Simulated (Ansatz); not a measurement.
## LaAg: the change of energy above lowest point with volume scale

Free energy against uniform scaling of the volume at fixed shape and fractions; periodic cell, basis, potentials, k mesh and filling as listed. The results are calculated, by Ansatz 0.2.0.

The cell before it is scaled or strained (space group Pm-3m, No. 221):
```
cell vectors (Å)
   3.7600     0.0000     0.0000
   0.0000     3.7600     0.0000
   0.0000     0.0000     3.7600
atoms (fractions of the cell vectors)
La  0.50000  0.50000  0.50000
Ag  0.00000  0.00000  0.00000
```

Settings of every row: functional PBEsol; dispersion none; potentials all-electron LAPW; k mesh 8x8x8; k shift 0x0x0; occupations methfessel paxton; smearing width 0.1 eV; spin none.

Limits: coarse k mesh, up to 40 meV an atom off.

| row | volume scale | V (Å³/atom) | energy above lowest point (meV/atom) |
| --- | --- | --- | --- |
| 1 | 0.94 | 24.984 | ? |
| 2 | 0.96 | 25.516 | 5.2 |
| 3 | 0.98 | 26.047 | 0.5 |
| 4 | 1 | 26.579 | 0 |
| 5 | 1.02 | 27.11 | 3.3 |
| 6 | 1.04 | 27.642 | 10 |
| 7 | 1.06 | 28.173 | 19.8 |

Question: what energy above lowest point should row 1 give?

Worked fit of energy above lowest point. Take u = (V_r/V)^(2/3) − 1 with V_r = 26.845 Å³ an atom, which is twice the finite (Eulerian) strain; such expansions in the strain, on which the Birch-Murnaghan equation of state is built, carry the rest volume and the bulk modulus. The shown rows have u = 0.03443, 0.02032, 0.00666, -0.00653, -0.01932, -0.03168. Least squares give energy above lowest point = 1.2 − 250.2 × u + 10637 × u² meV/atom; a straight line predicts inner rows, each left out in turn, worse (root mean square 4.5 against 0.013 meV/atom). All shown rows lie on it to the printed digit. Its lowest point lies at u = 0.0118, or V = 26.38 Å³ an atom, and the curvature there gives the bulk modulus at fixed shape and fractions, B = (4/9)(1 + u)² E″(u)/V = 58.8 GPa. The withheld row has u = 0.04906, so the fit gives 1.2 − 250.2 × (0.04906) + 10637 × (0.04906)² = 14.5 meV/atom.

The calculation gave 14.5 meV/atom. The fit meets it to the printed digit. This row lies beyond the range of the fit.
